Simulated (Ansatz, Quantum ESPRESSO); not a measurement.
# Work-function shift from PBE to revPBE for slabs of Li, Y, Nb, Fe, Cu, Ag and Au at fixed atoms

The barrier at a metal contact and the current from an electron emitter both depend on the work function, and a change of a tenth of an electronvolt matters to either. revPBE is often chosen for adsorption on metals, where PBE tends to bind too strongly, and the same slabs then supply the work function. This section examines how far that choice moves the work function of each metal. The shift is the revPBE value less the PBE value, so a negative sign means that electrons leave more easily under revPBE. Both levels use the same atoms and the same PBE-made pseudopotentials. The shift is therefore the response of the electrons alone, without the expansion that revPBE would favour.

## Method

Symmetric 1×1 slabs of 5 to 7 layers at the tabulated measured lattice constant with 16 Å of vacuum; the outer two layers of each face are relaxed under PBE with Ansatz 0.2.0 (forces under 0.01 eV/Å), and all levels are run at those atoms, where other codes and functionals can leave larger forces. In-plane k-spacing 0.19 to 0.33 Å⁻¹ (2π included), one mesh for all levels of a slab. Quantum ESPRESSO 7.5 (pw.x) uses Marzari-Vanderbilt smearing of 0.02 Ry. Spin-polarised for Fe, no spin-orbit coupling. The reference is PBE with GBRV ultrasoft pseudopotentials, cutoffs 40 and 200 Ry; the second level is revPBE with GBRV ultrasoft pseudopotentials made under PBE, wavefunction cutoff 40 Ry. Both are periodic. Times are CPU times on shared hosts, both levels of a row on the same host.

Notes on method and selection:

- Size errors of the slab largely cancel in the shift.
- The atoms are those relaxed under PBE.
- Runs in which the search for lower states was switched off are not listed.
- Runs that did not converge, have known faults or may not be shown are not listed, and runs on Ansatz's PAW sets soft_1 and soft_2 are kept to separate tables.
- A language model judged 2 of the measured values at hand unlike the computed quantity or outlying; they, and members whose columns rest on them, are left out, so mean errors are over the rest.

Columns:

- electronegativity: Pauling electronegativity of the element (tabulated).
- Φ reference (eV): work function: vacuum level outside the slab less the Fermi level, PBE with GBRV.
- Φ second (eV): work function: vacuum level outside the slab less the Fermi level, second level.
- shift (eV): second level less reference.
- cost ratio: CPU time of the second level over the reference.

## Numbers

| member | electronegativity | Φ reference (eV) | Φ second (eV) | shift (eV) | cost ratio |
| --- | --- | --- | --- | --- | --- |
| Li(110) | 0.98 | 3.179 | 3.118 | −0.061 | 1 |
| Y(0001) | 1.22 | 3.288 | 3.194 | −0.093 | 1.1 |
| Nb(110) | 1.60 | 4.553 | 4.468 | −0.085 | 1 |
| Fe(100) | 1.83 | 3.873 | 3.746 | −0.127 | 0.96 |
| Cu(100) | 1.90 | 4.567 | ? | ? | 1.5 |
| Ag(111) | 1.93 | 4.530 | 4.369 | −0.161 | 1 |
| Au(110) | 2.54 | 4.913 | 4.770 | −0.143 | 0.91 |

Cells marked ? are withheld until the estimate has been made.

Least-squares fits to the members shown, with x = electronegativity; R² and errors in the fitted variable (y, or ln y where the fit is in ln y):

| y | members | fit | R² | rms residual | leave-one-out rms | the same for the mean of the others |
| --- | --- | --- | --- | --- | --- | --- |
| shift (eV) | 6 | y = −0.01526 − 0.05727 x | 0.69 | 0.019 | 0.031 | 0.042 |
| Φ second (eV) | 6 | y = 2.112 + 1.089 x | 0.75 | 0.32 | 0.41 | 0.76 |

## What drives the series

revPBE lowers the work function of all six members shown, by 0.061 eV for Li(110) at the least and 0.161 eV for Ag(111) at the most. The shift doesn't follow the size of the work function: Nb(110) and Ag(111) differ by only 4.553 − 4.530 = 0.023 eV under PBE, yet their shifts are −0.085 and −0.161 eV.

Electronegativity orders the shifts only loosely, with reversals between Y and Nb and between Ag and Au. Its straight line has a leave-one-out error of 0.031 eV against 0.042 eV for the mean of the others, a modest gain on six points. Filling of the d shell sorts them better. Li, Y and Nb, with an empty or less than half-filled d shell, average (−0.061 − 0.093 − 0.085) / 3 = −0.080 eV; Fe, Ag and Au, with more than half filled, average (−0.127 − 0.161 − 0.143) / 3 = −0.144 eV. Predicting each member from the other two of its group misses by 0.021 eV rms. The groups were drawn with the shifts in view, which flatters that figure.

A likely mechanism lies in the exchange energy density, proportional to −n^(4/3) F(s), where n is the electron density and s ∝ |∇n| / n^(4/3) its reduced gradient. F rises further in revPBE than in PBE at large s. An electron in a smooth state at the Fermi level adds density but little gradient, so it lowers s and forfeits part of this enhancement. The forfeit is larger in revPBE, which raises the Fermi level towards the vacuum level and lowers the work function. A well-filled d shell makes the density around each atom steeper, which may enlarge the effect; the columns don't resolve this contribution. For Fe the shift also contains a small change of magnetic state, since its moment is slightly larger under revPBE.

## An estimate before looking

Plain estimates from the members shown:

- Cu(100), fit at x = 1.90: −0.124 eV
- Cu(100), straight-line interpolation between Fe(100) and Ag(111): w = (1.90 − 1.83) / (1.93 − 1.83) = 0.700, so −0.127 + 0.700 × (−0.161 − (−0.127)) = −0.151 eV

Copper has a filled 3d shell and so belongs with Fe, Ag and Au. The mean of these three, −0.144 eV, is taken as the estimate for Cu(100). It combines the two metals of copper's own group of the periodic table with the one other 3d metal shown.

The two plain estimates lie on either side of it. The fit over all members gives −0.124 eV, but it is pulled by Li, Y and Nb and misses Ag(111) by (−0.01526 − 0.05727 × 1.93) − (−0.161) = 0.035 eV. The interpolation between Fe(100) and Ag(111) gives −0.151 eV, but rests on a local slope of (−0.161 + 0.127) / (1.93 − 1.83) = −0.34 eV per unit of electronegativity, about six times that of the fit. Such a slope reflects the difference between two particular metals more than any dependence on electronegativity.

The route can be tried on its own three members. Ag and Au predict (−0.161 − 0.143) / 2 = −0.152 eV for Fe, a miss of 0.152 − 0.127 = 0.025 eV; Fe and Au predict (−0.127 − 0.143) / 2 = −0.135 eV for Ag, a miss of 0.161 − 0.135 = 0.026 eV; Fe and Ag predict (−0.127 − 0.161) / 2 = −0.144 eV for Au, a miss of 0.144 − 0.143 = 0.001 eV. The rms miss is √((0.025² + 0.026² + 0.001²) / 3) = 0.021 eV, which is used as one standard deviation. No further correction is made for copper's bonds, which are shorter than those of silver and gold, or for its (100) face, because no pair of rows isolates either effect.

**Committed estimate, Cu(100): shift = −0.14 ± 0.02 eV.**

## Check

| member | electronegativity | Φ reference (eV) | Φ second (eV) | shift (eV) | cost ratio |
| --- | --- | --- | --- | --- | --- |
| Cu(100) | 1.90 | 4.567 | 4.413 | −0.154 | 1.5 |

| member | estimate | shift (eV) | computed | estimate − computed | miss in error bars |
| --- | --- | --- | --- | --- | --- |
| Cu(100) | committed | −0.140 | −0.154 | +0.014 | 0.7 |
| Cu(100) | fit | −0.124 | −0.154 | +0.030 |  |
| Cu(100) | interpolation | −0.151 | −0.154 | +0.003 |  |

The estimate of −0.14 ± 0.02 eV for Cu(100) holds: the computed shift is −0.154 eV, a miss of 0.7 error bars. It did better than the fit, which was off by 0.030 eV, and worse than the interpolation between Fe(100) and Ag(111), which was off by only 0.003 eV.

Placing copper with the metals whose d shell is more than half filled was right. Including iron in the mean was what cost accuracy, since Ag and Au alone give (−0.161 − 0.143) / 2 = −0.152 eV. The interpolation gained by giving silver a weight of 0.7. Its steep slope with electronegativity is still no general rule, because gold, far more electronegative than silver, has the smaller shift.

The result supports the link between a well-filled d shell and a larger shift. It doesn't test the proposed cause, a steeper density acting through the exchange enhancement, for which the table has no column.

## Where the trend breaks

Least-squares fits to the whole series, with x = electronegativity; R² and errors in the fitted variable (y, or ln y where the fit is in ln y):

| y | members | fit | R² | rms residual | leave-one-out rms | the same for the mean of the others |
| --- | --- | --- | --- | --- | --- | --- |
| shift (eV) | 7 | y = −0.01348 − 0.06080 x | 0.66 | 0.021 | 0.032 | 0.041 |
| Φ second (eV) | 7 | y = 2.098 + 1.116 x | 0.75 | 0.30 | 0.39 | 0.71 |

Largest departures from the fit to the whole series:

| member | shift (eV) | fit | computed − fit | in rms residuals |
| --- | --- | --- | --- | --- |
| Ag(111) | −0.161 | −0.131 | −0.030 | 1.5 |
| Nb(110) | −0.085 | −0.111 | +0.026 | 1.2 |
| Cu(100) | −0.154 | −0.129 | −0.025 | 1.2 |
| Au(110) | −0.143 | −0.168 | +0.025 | 1.2 |

No member stands out: the largest departure, −0.030 eV for Ag(111), is 1.5 rms residuals. Cu and Ag fall below the line and Au above it because the line asks for a shift 0.0608 × (2.54 − 1.93) = 0.037 eV stronger in Au than in Ag, whereas the computed one is 0.018 eV weaker. Nb(110), at +0.026 eV, has a less than half-filled d shell and a shift close to that of Y(0001), which again points to electronegativity as the weak part of the description.

## Measured against computed

| member | quantity | measured | computed | computed − measured | conditions | source |
| --- | --- | --- | --- | --- | --- | --- |
| Fe(100) | Φ second (eV) | 4.75 | 3.746 | −1.004 | compiled values differ between sources by a tenth of an eV or more; compiled experimental value; Fe(100) single-crystal face | [1] |
| Cu(100) | Φ second (eV) | 4.73 | 4.413 | −0.317 | compiled values differ between sources by a tenth of an eV or more; compiled experimental value; Cu(100) single-crystal face | [1] |
| Ag(111) | Φ second (eV) | 4.53 | 4.369 | −0.161 | compiled values differ between sources by a tenth of an eV or more; compiled experimental value; Ag(111) single-crystal face | [1] |

Computed − measured (first source of each member):

- Φ second (eV): mean error −0.494, mean absolute error 0.494 over 3 members

Sources:

[1] "Anisotropic work function of elemental crystals" (2019, arXiv:1902.07811)

The revPBE work functions lie below the compiled measured ones for all three members compared, by 0.161 eV for Ag(111), 0.317 eV for Cu(100) and 1.004 eV for Fe(100). The mean error of −0.494 eV is dominated by iron and covers a selected set, as two measured values judged outlying or unlike the computed quantity are left out.

Under PBE the same differences are 4.530 − 4.53 = 0.000 eV for silver, 4.567 − 4.73 = −0.163 eV for copper and 3.873 − 4.75 = −0.877 eV for iron. The change of functional thus accounts for the whole difference for silver, about half of it for copper and only an eighth for iron. Since compiled values scatter by a tenth of an electronvolt or more, the silver result alone says little.

The order is only partly reproduced. Copper lies above silver in both sets, but iron is highest in the measured set and lowest in the computed one. The iron discrepancy is too large for the quoted scatter and is already present under PBE. An electronegative contaminant such as oxygen can raise a measured work function, and a thin slab adds an error that largely cancels in the shift but not in the work function itself. Neither is established as the cause here.

## Closing remarks

At fixed atoms, revPBE lowers the work function of all seven slabs, by 0.061 to 0.161 eV. The mean shift is −0.080 eV for Li, Y and Nb and (−0.127 − 0.154 − 0.161 − 0.143) / 4 = −0.146 eV for Fe, Cu, Ag and Au. Predicting each member from the others of its group misses by 0.019 eV rms, against 0.041 eV for the mean of all others. With seven metals, and groups drawn after six shifts were known, this remains a provisional rule.

For thermionic emission, proportional to exp(−Φ/kT) with k = 8.6 × 10⁻⁵ eV/K, copper's shift at 1000 K raises the calculated current by exp(0.154 / 0.086) = 6 times at an unchanged prefactor.

Letting the lattice expand under revPBE would probably lower the work function further, since expansion dilutes the electron density. The shifts at fixed atoms don't give the size of that change.

[On method and selection: Error sizes named in these notes are rules of thumb and were not measured on these runs.]
